## A magnetic moment as a constant outward push

In simple cubic iron the ferromagnetic moment acts on the volume almost like a constant outward pressure of about 21 GPa. If the pressure curve of the non-magnetic metal is known, adding this one number gives that of the ferromagnet to about 1 GPa. The same push makes the metal about 12 % larger and a third softer.

Simple cubic Fe, relaxed cells scaled uniformly, computed with Ansatz 0.2.0 (PBEsol, scalar-relativistic plane-wave PAW, cutoff 420 eV). The ferromagnetic start has 12.63 Å³ an atom at scale 1, a 15×15×15 k mesh and 0.05 eV Fermi-Dirac smearing; the non-magnetic start has 11.19 Å³, 16×16×16 and 0.1 eV. Energies are for zero smearing, pressures (positive in compression) for the stated smearing.

```csv
volume scale,"energy change, ferromagnetic start (meV/atom)","pressure, ferromagnetic start (GPa)","largest site moment, ferromagnetic start (μB)","energy change, non-magnetic start (meV/atom)","pressure, non-magnetic start (GPa)"
0.88,101.7,21.68,1.89,140.1,39.30
0.92,41.7,14.43,2.11,55.7,23.22
0.96,8.4,6.23,2.19,11.7,10.34
1,0.0,-0.72,2.26,0.0,-0.01
1.04,11.5,-6.27,2.31,14.3,-8.32
1.08,39.2,-10.72,2.36,49.5,-14.98
1.12,79.3,-13.59,2.45,101.4,-20.32
```

The two halves of the table must be compared at equal volume, not at equal volume scale. Scale 1 means 12.63 Å³ an atom for the ferromagnetic start and 11.19 Å³ for the non-magnetic start. The ferromagnetic row 0.88 therefore lies at 11.1 Å³, almost where the non-magnetic metal is at rest, and yet its pressure is 22 GPa. That pressure is the magnetic push, seen nearly bare.

### Where the push comes from

At any volume V, the energy of the ferromagnet is that of the non-magnetic metal less a magnetic gain. Pressure is the downhill slope of energy with volume, so a gain that grows on expansion pushes outward. Between 11.1 and 12.1 Å³ the calculated gain rises from about 0.12 to 0.26 eV an atom. This slope corresponds to 23 GPa, in fair agreement with the push read from the pressures of the same runs.

Band theory explains why the gain grows. To form a moment, electrons must move from one spin direction to the other and occupy higher levels of the d band. Expansion weakens the overlap between neighbours and narrows the band, so a moment of given size costs less, while the exchange energy it wins inside each atom changes little. The moment itself also grows on expansion, but this hardly alters the slope: at each volume it has settled where a little more moment would cost as much as it wins. If the cost of a given moment falls with the fifth power of the distance between neighbours, as d band widths roughly do, a cost of order 1 eV an atom would suffice for the push. That is a plausible size for iron, although the table doesn't separate cost from exchange.

### The rule

For the non-magnetic part, let the stiffness (bulk modulus) at rest be B, and let it rise by 4 GPa for each GPa of pressure, a usual rate for metals. Integration gives the Murnaghan form P = (B/4)(y⁻⁴ − 1), where y is the volume divided by 11.19 Å³. A fit to the seven non-magnetic rows gives B ≈ 232 GPa, hence B/4 = 58 GPa. The average push over the seven ferromagnetic rows is 21.5 GPa, so

P ≈ 58 (y⁻⁴ − 1) + 21.5 GPa for the ferromagnet.

Without a moment the last term is dropped. The fourth power needs only two squarings.

**Ferromagnetic row 0.92.** The volume is 0.92 × 12.63 = 11.62 Å³, so y = 11.62/11.19 = 1.038. Squaring twice gives 1.16, and its inverse is 0.86. The non-magnetic part is 58 × (−0.14) ≈ −8 GPa: without its moment the metal would pull inward. Adding the push gives about 13 GPa; the full calculation gives 14.4.

**Ferromagnetic row 1.08.** Here the volume is 13.64 Å³ and y = 1.219. Two squarings give 2.21, with the inverse 0.453. The non-magnetic part is 58 × (−0.547) ≈ −31.7 GPa, and the push raises it to −10.2 GPa. The full calculation gives −10.7 GPa. Both worked rows belong to the set from which the push was averaged.

### What the rule explains

The ferromagnet comes to rest where the inward pull of the stretched lattice balances the push. The rule puts this point at 12.56 Å³, and the calculated pressure passes through zero at 12.58 Å³. This closeness is largely built in, since the push was averaged over the same pressures. For a first guess, divide push by stiffness: 21.5/232 is about 9 %. The true expansion is larger because the lattice softens as it stretches.

That softening also explains the lower stiffness. A constant push has no slope and adds no stiffness of its own; it only moves the metal to a flatter part of the same curve. From the pressures on either side of scale 1, stiffness falls from 233 GPa without a moment to 156 GPa with one. The rule gives 143 GPa, so the larger volume alone accounts for the whole drop and even overshoots it a little.

### How far to trust it

Over the ferromagnetic rows the typical error is 0.7 GPa and the largest 1.4 GPa, in pressures that run from 22 to −14 GPa. An ordinary Murnaghan curve drawn about the ferromagnet's own volume of zero pressure does about as well, but it takes two numbers from the ferromagnet, volume and stiffness, where the rule takes only the push. (The second fit in the output is drawn about scale 1, where the pressure isn't quite zero, and comes out slightly worse.) From scale 1 upward, the ferromagnetic rows lie beyond the last non-magnetic volume. There the agreement supports the sum of the two terms, not each term separately.

The largest error is at row 0.88, where the rule gives too high a pressure. On the way there from row 0.92 the moment drops by 0.22 μB (Bohr magnetons), against at most 0.09 μB in any other step. A smaller moment costs less band energy, so expansion has less to save and the push is probably weaker. Smearing also plays a part: between these two rows, that of the ferromagnetic runs lowers the pressure by about 0.6 GPa. The push can't stay constant much further in any case, since it would use up the whole magnetic gain near 10 Å³; below 11 Å³ the rule shouldn't be used. Above the last row, at 14.15 Å³, it is untested.

The constants hold for simple cubic iron with all moments parallel. This is a model structure, held in its symmetry by the calculation; under ordinary conditions real iron is body-centred cubic. The non-magnetic runs used twice the smearing width of the ferromagnetic ones, and their smearing makes the push come out about 0.8 GPa too small. All runs also carry an error of unknown size from using PBEsol with atomic datasets made for PBE. The output below lists the rule row by row.

The analysis program printed:

```
fit of pressure_non_magnetic_start on 7 rows: coefficient of t 232.4 +/- 2; rms 0.42, worst 1.12 -0.856, leave-one-out rms 0.595
fit of pressure_ferromagnetic_start on 7 rows: coefficient of t 139.8 +/- 4.9; rms 1.06, worst 0.88 1.66, leave-one-out rms 1.6
Hand rule for the ferromagnet:
   row  volume in A^3  volume ratio y    y^-4  rule in GPa  rule less computed in GPa  magnetic push in GPa
  0.88          11.11          0.9932   1.027        23.09                      1.414                 20.09
  0.92          11.62           1.038  0.8601        13.39                     -1.043                 22.54
  0.96          12.12           1.084  0.7255        5.578                    -0.6525                 22.15
   1.0          12.63           1.129  0.6162      -0.7616                   -0.04161                 21.54
  1.04          13.14           1.174  0.5267       -5.951                     0.3193                 21.18
  1.08          13.64           1.219  0.4529       -10.23                     0.4888                 21.01
  1.12          14.15           1.264  0.3916       -13.79                    -0.1976                  21.7
average magnetic push in GPa: 21.46
rms miss of the rule, ferromagnet, in GPa: 0.7461
largest miss of the rule, ferromagnet, in GPa: 1.414
largest miss of the rule without push, non-magnetic, in GPa: 0.82
largest miss if the push is taken from scale 1 alone, in GPa: 1.456
ferromagnetic equilibrium volume from the rule in A^3: 12.56
ferromagnetic volume at zero pressure, interpolated in the table, in A^3: 12.58
stiffness of the ferromagnet at scale 1 from the rule in GPa: 143
stiffness of the ferromagnet from pressures at 0.96 and 1.04 in GPa: 156.2
stiffness of the non-magnetic metal from pressures at 0.96 and 1.04 in GPa: 233.2
magnetic energy gain at the volume of ferromagnetic row 0.88 in meV: 118.3
magnetic energy gain at the volume of ferromagnetic row 0.96 in meV: 263.7
magnetic push from these two gains in GPa: 23.06
push missed because of the non-magnetic smearing in GPa: 0.795
volume where a constant push would use up the gain in A^3: 10.23
band energy cost needed for the push, order of magnitude only, in eV: 1.017
moment lost from 0.92 to 0.88 in muB: 0.22
largest moment change in the other steps in muB: 0.09
```
